Dear colleague,

A periodic local-correlation calculation computes the correlation energy of orbital pairs out to a cutoff $R_c$ and drops the rest. What is dropped has a closed form, and its size depends strongly on whether the system is a chain, a layer or a crystal. I derive it below, together with the matching result for an adsorbate, and put in numbers for an all-trans polyethylene chain. Atomic units are used throughout (energy $E_h$, length $a_0$), with conversions where useful.

## Premises and conventions

1. The system is a closed-shell insulator. Its occupied space has real, orthonormal, localised orbitals $\phi_i$. These orbitals, the occupied Fock elements $F_{ik}$ and the propagator of the virtual space all decay exponentially over a length $\ell$, as a gap allows.
2. The correlation energy is a sum over pairs of occupied orbitals. I use second-order Møller–Plesset theory (MP2) to make this explicit.
3. Electrons interact by the instantaneous Coulomb law, and the nuclei are fixed.
4. The orbitals are grouped into equivalent units with number density $\lambda$ (per length), $\sigma$ (per area) or $n$ (per volume). The cutoff is large compared with $\ell$ and with the spacing of the units.

A pair energy always refers to an unordered pair, counted once. Bound means negative, so $C_6>0$.

## Step 1: one distant orbital pair

With localised occupied and canonical virtual orbitals $a,b$ (real, on a large periodic box), let $K^{ij}_{ab}=(ia|jb)$. The MP2 energy is $\sum_{ij}\sum_{ab}t^{ij}_{ab}(2K^{ij}_{ab}-K^{ij}_{ba})$ over ordered pairs. Because $t^{ji}_{ba}=t^{ij}_{ab}$, the two orders contribute equally, and for $i\ne j$

$$\varepsilon_{ij}=2\sum_{ab}t^{ij}_{ab}\,(2K^{ij}_{ab}-K^{ij}_{ba}).$$

Keep at first only the diagonal Fock elements. Then $t^{ij}_{ab}=-K^{ij}_{ab}/(\Delta_{ia}+\Delta_{jb})$ with $\Delta_{ia}=\epsilon_a-F_{ii}>0$.

*Exchange drops out.* In the term $t^{ij}_{ab}K^{ij}_{ba}$ the orbital $a$ multiplies $\phi_i$ in the first factor and $\phi_j$ in the second. The sum over $a$ is thus a virtual propagator from the region of $i$ to the region of $j$, exponentially small by premise 1.

*The direct integral is dipolar.* The density $\phi_i\phi_a$ is confined by $\phi_i$ and carries no charge, since $\langle i|a\rangle=0$. Let $\mathbf R=R\,\mathbf n$ join the two centres, and let $\mathbf s,\mathbf s'$ be electron positions relative to them. Expand $1/|\mathbf R+\mathbf s'-\mathbf s|$. Every term that contains only $\mathbf s$ or only $\mathbf s'$ multiplies a vanishing charge. The first survivor is the cross term of second order, $-\mathbf s\cdot\mathsf T\,\mathbf s'$, with

$$\mathsf T=\nabla\nabla\frac1R=\frac{3\,\mathbf n\mathbf n^{\mathsf T}-\mathsf 1}{R^3}.$$

Hence $K^{ij}_{ab}=-\mathbf d_{ia}\cdot\mathsf T\,\mathbf d_{jb}+O(R^{-4})$ with $\mathbf d_{ia}=\langle i|\mathbf r|a\rangle$, and

$$\varepsilon_{ij}=-4\sum_{ab}\frac{(\mathbf d_{ia}\cdot\mathsf T\,\mathbf d_{jb})^2}{\Delta_{ia}+\Delta_{jb}}+O(R^{-7}).$$

*The two ends separate.* For $p,q>0$ the Casimir–Polder identity reads

$$\frac1{p+q}=\frac2\pi\int_0^\infty\frac{p\,q\;d\omega}{(p^2+\omega^2)(q^2+\omega^2)},$$

as partial fractions in $\omega^2$ confirm. Define the polarisability tensor of a doubly occupied orbital at imaginary frequency, $\boldsymbol\alpha_i(i\omega)=4\sum_a\Delta_{ia}\,\mathbf d_{ia}\mathbf d_{ia}^{\mathsf T}/(\Delta_{ia}^2+\omega^2)$. The prefactor becomes $4\cdot\frac2\pi\cdot\frac1{16}=\frac1{2\pi}$:

$$\varepsilon_{ij}=-\frac1{2\pi}\int_0^\infty\mathrm{tr}\,[\boldsymbol\alpha_i\mathsf T\boldsymbol\alpha_j\mathsf T]\,d\omega .\tag{1}$$

*The off-diagonal Fock elements change the tensor and leave the form.* The full amplitude equation replaces $\Delta_{ia}$ by the matrix $\mathsf D_a=\epsilon_a\mathsf 1-\mathsf F$ acting on the first occupied index, and $\Delta_{jb}$ by $\mathsf D_b$ acting on the second. The two matrices act on different indices and are positive, so the identity holds in their joint eigenbasis. The numerator of $\boldsymbol\alpha_i$ then couples $\mathbf d_{ia}$ to $\mathbf d_{ka}$ through $[\mathsf D_a(\mathsf D_a^2+\omega^2)^{-1}]_{ik}$, which confines $k$ to within $\ell$ of $i$. Evaluating $\mathsf T$ at the $i$–$j$ separation instead of at that of the coupled neighbours alters only higher powers of $1/R$.

## Step 2: from orbitals to units

Equation (1) is bilinear in the tensors. Sum $i$ over one unit and $j$ over another, and expand about one centre per unit. The orbital tensors add up to the polarisability per unit $\boldsymbol\alpha$ (for MP2 the uncoupled Hartree–Fock one). For two units with the same tensor, multiply out $\mathrm{tr}[(3\boldsymbol\alpha\mathbf n\mathbf n^{\mathsf T}-\boldsymbol\alpha)^2]$ and obtain $e(\mathbf R)=-C_6(\mathbf n)/R^6$ with

$$C_6(\mathbf n)=\frac1{2\pi}\int_0^\infty\big[9(\mathbf n\cdot\boldsymbol\alpha\mathbf n)^2-6\,\mathbf n\cdot\boldsymbol\alpha^2\mathbf n+\mathrm{tr}\,\boldsymbol\alpha^2\big]d\omega .\tag{2}$$

For an isotropic unit the bracket is $6\alpha^2$ and $C_6=\frac3\pi\int_0^\infty\alpha^2d\omega$. For a uniaxial unit with $\alpha_\parallel$ on the axis and $\alpha_\perp$ across it, write $\bar\alpha=(\alpha_\parallel+2\alpha_\perp)/3$ and $\Delta\alpha=\alpha_\parallel-\alpha_\perp$. The three geometries sample different directions $\mathbf n$:

- Chain, $\mathbf n$ on the axis: the bracket is $(9-6+1)\alpha_\parallel^2+2\alpha_\perp^2=4\alpha_\parallel^2+2\alpha_\perp^2$.
- Layer whose normal is the axis, $\mathbf n$ in the plane: $(9-6+2)\alpha_\perp^2+\alpha_\parallel^2=5\alpha_\perp^2+\alpha_\parallel^2$.
- Crystal of parallel units, all directions alike: with $\langle(\mathbf n\cdot\boldsymbol\alpha\mathbf n)^2\rangle=[(\mathrm{tr}\,\boldsymbol\alpha)^2+2\,\mathrm{tr}\,\boldsymbol\alpha^2]/15$ and $\langle\mathbf n\cdot\boldsymbol\alpha^2\mathbf n\rangle=\mathrm{tr}\,\boldsymbol\alpha^2/3$, the bracket is $\frac35(\mathrm{tr}\,\boldsymbol\alpha)^2+\frac15\mathrm{tr}\,\boldsymbol\alpha^2=6\bar\alpha^2+\frac2{15}\Delta\alpha^2$.

Anisotropy therefore enters the crystal average at second order with a small coefficient, and enters the chain and layer values at first order. From here on $C_6$ means the average of (2) over the directions that the geometry offers.

The next term, $R^{-7}$, is the product of the $R^{-3}$ and $R^{-4}$ parts of the integrals and is odd in $\mathbf n$. Where the same kind of unit sits at $+\mathbf L$ and at $-\mathbf L$, and the cutoff keeps or drops both, it cancels in the sum. The first correction is $-C_8/R^8$.

## Step 3: counting

Among $N$ units the unordered pairs are half of the ordered ones, and every unit sees the same surroundings. The dropped energy per unit is

$$E_{\rm tail}=\frac12\sum_{|\mathbf L|>R_c}e(\mathbf L)=\frac12\int_{R_c}^\infty f(R)\,d\mathcal N(R),\qquad f=-\frac{C_6}{R^6},$$

where the staircase $\mathcal N(R)$ counts the units within distance $R$ of the central one, the central one included.

## Step 4: the continuum tail

Split $\mathcal N=\mathcal N_0+\delta\mathcal N$, with the smooth count $\mathcal N_0=\frac43\pi nR^3$, $\pi\sigma R^2$ or $2\lambda R$. The factor 2 in the chain stands for its two directions. The smooth part gives three elementary integrals:

$$E^{\rm 3D}_{\rm tail}=-\frac{C_6}2\int_{R_c}^\infty\frac{4\pi nR^2}{R^6}dR=-\frac{2\pi nC_6}{3R_c^3},\tag{3}$$

$$E^{\rm 2D}_{\rm tail}=-\frac{C_6}2\int_{R_c}^\infty\frac{2\pi\sigma R}{R^6}dR=-\frac{\pi\sigma C_6}{4R_c^4},\tag{4}$$

$$E^{\rm 1D}_{\rm tail}=-\frac{C_6}2\int_{R_c}^\infty\frac{2\lambda}{R^6}dR=-\frac{\lambda C_6}{5R_c^5}.\tag{5}$$

In dimension $d$ all three equal $-\frac{d}{2(6-d)}\,\mathcal N_0(R_c)\,C_6/R_c^6$. The choice of unit is immaterial: merging two units halves the density and quadruples $C_6$, which doubles the energy per unit, as it must.

The same integrals for $-C_8/R^8$ replace $6-d$ by $8-d$, so that term adds the fraction

$$\eta_8=\frac{6-d}{8-d}\,\frac{C_8}{C_6R_c^2}.\tag{6}$$

## Step 5: where the cutoff must be placed

Integrate the staircase remainder by parts. The boundary term at infinity vanishes because $\delta\mathcal N$ grows no faster than $R^{d-1}$:

$$\frac12\int_{R_c}^\infty f\,d(\delta\mathcal N)=\frac{C_6\,\delta\mathcal N(R_c)}{2R_c^6}-\frac12\int_{R_c}^\infty\frac{6C_6}{R^7}\,\delta\mathcal N\,dR .$$

Relative to the continuum tail the first term is $-\frac{6-d}{d}\,\delta\mathcal N/\mathcal N_0$. It vanishes if $R_c$ in (3)–(5) is fixed by the count, such that $\mathcal N_0(R_c)$ equals the number of units kept, the central one included. The second term integrates an oscillating function against a smooth weight and partly cancels.

The chain can be done exactly. Let the spacing be $b=1/\lambda$ and keep neighbours $|m|\le M$. The count $2M+1=2R_c/b$ gives $R_c=xb$ with $x=M+\frac12$, midway between the last neighbour kept and the first dropped. The factor $\frac12$ cancels against the two directions, so $E_{\rm tail}=-(C_6/b^6)\sum_{m>M}m^{-6}$. For smooth $g$, Taylor expansion gives $\int_{m-1/2}^{m+1/2}g=g(m)+g''(m)/24+g''''(m)/1920+\dots$ Solve for $g(m)$ and sum over $m>M$. Treat $\sum g''$ by the same rule, which yields $-g'(x)+g'''(x)/24$, and use $\sum g''''\approx-g'''(x)$. Since $\frac1{576}-\frac1{1920}=\frac7{5760}$, the midpoint Euler–Maclaurin formula follows:

$$\sum_{m>M}g(m)=\int_x^\infty g\,dm+\frac{g'(x)}{24}-\frac{7g'''(x)}{5760}+\dots$$

With $g=m^{-6}$, $g'=-6x^{-7}$ and $g'''=-336x^{-9}$,

$$E^{\rm 1D}_{\rm tail}=-\frac{\lambda C_6}{5R_c^5}\Big[1-\frac54\frac{b^2}{R_c^2}+\frac{49}{24}\frac{b^4}{R_c^4}-\dots\Big].\tag{7}$$

With the midpoint the discreteness correction is of second order in $b/R_c$. Setting $R_c=Mb$ instead inflates the tail by $(1+\frac1{2M})^5\approx1+\frac5{2M}$, which matches the boundary term above for $\delta\mathcal N=1$ and $\mathcal N_0=2M$.

## Step 6: an adsorbate

Now one partner is a single molecule A, and $C_6$ is the mixed coefficient of A with a substrate unit. Each pair occurs once, so there is no factor $\frac12$. For a plane at distance $z$, with in-plane radius $\rho$ and $u=\rho^2+z^2$,

$$E_{\rm plane}=-\sigma C_6\int_0^\infty\frac{2\pi\rho\,d\rho}{(\rho^2+z^2)^3}=-\pi\sigma C_6\int_{z^2}^\infty\frac{du}{u^3}=-\frac{\pi\sigma C_6}{2z^4}.\tag{8}$$

A half-space is a stack of slices with $\sigma\to n\,dz'$:

$$E_{\rm half}=-\frac{\pi nC_6}{2}\int_z^\infty\frac{dz'}{z'^4}=-\frac{\pi nC_6}{6z^3}.\tag{9}$$

Three refinements fix the meaning of the symbols.

*Height.* For discrete planes of spacing $s$, $\sigma=ns$, with the top plane a distance $h$ below A, the midpoint formula with $g=x^{-4}$ gives (9) times $[1-s^2/(2z^2)+\dots]$, provided $z=h-s/2$. The edge of the continuum lies half a spacing above the top plane of centres.

*Corrugation.* Poisson summation over the sites of a plane adds one term for each reciprocal vector $\mathbf G$, proportional to the Fourier transform $2\pi\int_0^\infty\rho J_0(G\rho)(\rho^2+z^2)^{-3}d\rho=\pi G^2K_2(Gz)/(4z^2)$, with $J_0$ and $K_2$ Bessel functions. Relative to (8) its amplitude is $\frac12(Gz)^2K_2(Gz)$, which decays essentially as $e^{-Gz}$. At a height equal to the spacing of a square net, $Gz=2\pi$, it is 0.024 for each of the four shortest vectors.

*Anisotropy.* For isotropic A the trace in (1) is $\alpha_A\,\mathrm{tr}[\boldsymbol\alpha\mathsf T^2]$, and $R^6\mathsf T^2=3\mathbf n\mathbf n^{\mathsf T}+\mathsf 1$. The weight $du/u^3$ gives $\langle n_z^2\rangle=\langle z^2/u\rangle=\frac13/\frac12=\frac23$ and $\langle n_x^2\rangle=\langle n_y^2\rangle=\frac16$. So $6\bar\alpha$ is replaced by $3\alpha_{zz}+\frac32(\alpha_{xx}+\alpha_{yy})$, in (8) and, slice by slice, in (9).

## Range of validity

*Gap.* Step 1 rests on exponential decay. Metals and semimetals are excluded. For small-gap conjugated chains $\ell$ is long and the $R^{-6}$ regime begins correspondingly late.

*Multipole truncation.* The omitted fraction is (6), which must be small.

*Discreteness.* With $R_c$ fixed by the count the small parameter is (spacing$/R_c)^2$, exactly so in the chain by (7). In a layer or crystal the largest spacing is the relevant one, and the shells beyond $R_c$ must also sample directions evenly.

*Terms beyond second order.* Steps 3 to 6 hold for any method whose distant pairs fall as $R^{-6}$, with that method's own $C_6$. Coupling within the neighbourhood of each unit turns the uncoupled tensor into a coupled one. Triples with three long sides carry the Axilrod–Teller–Muto energy, of order $C_9/R^9$ with $C_9/C_6$ of order $\bar\alpha$. Summed over two positions at density $\rho_d$ (one of $\lambda,\sigma,n$), they scale as $\rho_d^2C_9R_c^{2d-9}$, against $\rho_dC_6R_c^{d-6}$ for pairs. The ratio is of order $\rho_d\bar\alpha R_c^{d-3}$. It dies out with growing cutoff in a chain or a layer and stays constant in a crystal. The half-space shows the size. The image energy of a fluctuating dipole outside a dielectric is $-C_3/z^3$ with $C_3=\frac1{4\pi}\int_0^\infty\alpha_A\frac{\epsilon-1}{\epsilon+1}d\omega$. The Clausius–Mossotti relation $\frac{\epsilon-1}{\epsilon+2}=y\equiv\frac43\pi n\bar\alpha$, approximate for a non-cubic solid, gives $\frac{\epsilon-1}{\epsilon+1}=\frac{3y}{2+y}$. Equation (9) with $C_6=\frac3\pi\int\alpha_A\bar\alpha\,d\omega$ corresponds to $\frac{3y}2$. The pair sum is thus the dilute limit, and screening multiplies the integrand by $1/(1+y/2)$.

*Retardation.* Premise 3 needs $R\ll c/\omega_0$, with $\omega_0$ a typical excitation energy. The first correction to a pair is of relative order $(R\,\omega_0/c)^2$.

*Source of $C_6$.* The coefficient should come from the outermost computed pairs along the relevant directions: $R^6e$ against $R^{-2}$ is a line with intercept $-C_6$ and slope $-C_8$. In the diagonal form of Step 1 each virtual orbital adds a positive semidefinite term to $\boldsymbol\alpha_i$, so the coefficient depends on how fully the basis and the pair domains span the polarising functions.

## Illustration: the polyethylene chain

Take CH$_2$ as the unit. It owns two C–H orbitals and half the weight of each adjacent C–C orbital, with the same weights in the kept part and in the tail. The unit then has two mirror planes through its carbon, so its tensor is diagonal in the chain frame and the same for both orientations of the zigzag. Put the expansion centres on the axis, so that distances are exactly $mb$.

The inputs are typical or assumed, as marked, and none is computed for this chain:

- spacing $b=1.27$ Å $=2.40\,a_0$, half the typical repeat of 2.54 Å;
- static polarisabilities, assumed uniaxial, $\alpha_\parallel=16.0$ and $\alpha_\perp=10.6\,a_0^3$; the split $\Delta\alpha=5.4\,a_0^3$ is assumed, and the pair is chosen so that the mean, $12.4\,a_0^3=1.84$ Å$^3$, is the typical increment per CH$_2$ in alkanes;
- one London oscillator for all components, $\alpha(i\omega)=\alpha(0)\,\omega_0^2/(\omega_0^2+\omega^2)$, with an assumed $\omega_0=0.56\,E_h$, chosen to reproduce the typical isotropic CH$_2$–CH$_2$ coefficient of about $65\,E_ha_0^6$;
- an assumed $C_8/C_6=40\,a_0^2$, used only to size the truncation.

These tensors stand for a coupled response, so the model mimics a method beyond MP2. Since $\int_0^\infty[\omega_0^2/(\omega_0^2+\omega^2)]^2d\omega=\pi\omega_0/4$, (2) becomes $C_6=\omega_0/8$ times the static bracket:

$$C_6^{\rm iso}=\tfrac34\omega_0\bar\alpha^2=64.6,\qquad C_6^{\rm axis}=\tfrac14\omega_0(2\alpha_\parallel^2+\alpha_\perp^2)=87.4\;E_ha_0^6 .$$

The first value is fitted and tests nothing. The axial value is 1.35 times larger, so in this model the direction of the pairs matters more than any correction listed below at $M=8$. With $C_6/b^6=0.457\,E_h$ the tails per CH$_2$, in $\mu E_h$, are as follows. Three figures serve only to compare ways of summing the same $R^{-6}$ term.

| $M$ | $R_c/a_0$ | $R_c$/Å | discrete sum | eq. (5), $R_c=(M+\frac12)b$ | eq. (5), $R_c=Mb$ | $\eta_8$ |
|---|---|---|---|---|---|---|
| 4 | 10.8 | 5.7 | $-46.7$ | $-49.6$ | $-89.3$ | 0.24 |
| 8 | 20.4 | 10.8 | $-2.03$ | $-2.06$ | $-2.79$ | 0.07 |
| 12 | 30.0 | 15.9 | $-0.297$ | $-0.300$ | $-0.368$ | 0.03 |

The midpoint continuum follows the discrete sum as (7) says it should: at $M=8$ the bracket is 0.983. The cutoff at the last kept neighbour overshoots by factors 1.80, 1.35 and 1.23. At $M=4$ the $C_8$ term is a quarter of the tail, and the $R^{-6}$ form is only a rough guide there.

The other neglected terms at $M=8$ are smaller. The zigzag offsets odd neighbours sideways by $\delta=0.87$ Å (from a typical C–C bond of 1.54 Å and $b$). Since $(R^2+\delta^2)^{-3}\approx R^{-6}(1-3\delta^2/R^2)$, this shifts $C_8/C_6$ of those pairs by an amount of order $3\delta^2=8\,a_0^2$, which lies within the uncertainty of the assumed ratio. The three-body parameter is $\lambda\bar\alpha/R_c^2=0.012$. The retardation length is $c/\omega_0=245\,a_0=13$ nm, and $(R_c\omega_0/c)^2=0.007$. Including $\eta_8$ moves the tail to $-2.2\,\mu E_h$. The model's result for the isolated chain cut at 10.8 Å is therefore about $-2\,\mu E_h$, or $-0.005$ kJ/mol, per CH$_2$.

Pack the same chains into the orthorhombic crystal, with a typical cell of $7.4\times4.93\times2.54$ Å$^3$ holding four CH$_2$, so that $n=6.40\times10^{-3}\,a_0^{-3}$. The directional average now exceeds the isotropic value by only $\Delta\alpha^2/(45\bar\alpha^2)=0.4$ per cent, giving $C_6=64.9\,E_ha_0^6$. A sphere of $20.4\,a_0$ holds 228 units by the smooth count, and (3) gives $-0.1\,\mathrm mE_h$, about $-0.3$ kJ/mol per CH$_2$, some 50 times the chain value. One figure is all that this number supports. Here $\eta_8=0.06$. The nearest chains are 4.4 Å apart (half the diagonal of the cell face), so the discreteness parameter is 0.17. The many-body parameter $n\bar\alpha=0.079$ enters with angular factors, as in $y=0.33$, and does not shrink with $R_c$. To push the model's $R^{-6}$ tail below $1\,\mu E_h$ per CH$_2$ by cutoff alone, (5) asks for $24\,a_0$ in the chain and (3) for $95\,a_0$ in the crystal.

For a molecule above a crystal face with the chains lying in the surface, $\alpha_{xx}=\alpha_\parallel$ and $\alpha_{yy}=\alpha_{zz}=\alpha_\perp$, so the anisotropy factor on (8) and (9) is $71.7/74.4=0.96$. The static screening factor $1/(1+y/2)$ is 0.86. Because $y$ falls along the imaginary frequency axis, the model's screened half-space attraction lies below the pair sum (9) by less than 14 per cent.

For your purposes the reading is this. In an isolated chain a cutoff near 11 Å leaves a tail of micro-hartree size per CH$_2$. In a quantity that compares packed with isolated chains, the two tails at that cutoff differ by the factor of about 50 found above and do not cancel, so (3) has to be added, with $R_c$ set by the count of units kept and $C_6$ read from the calculation's own distant pairs.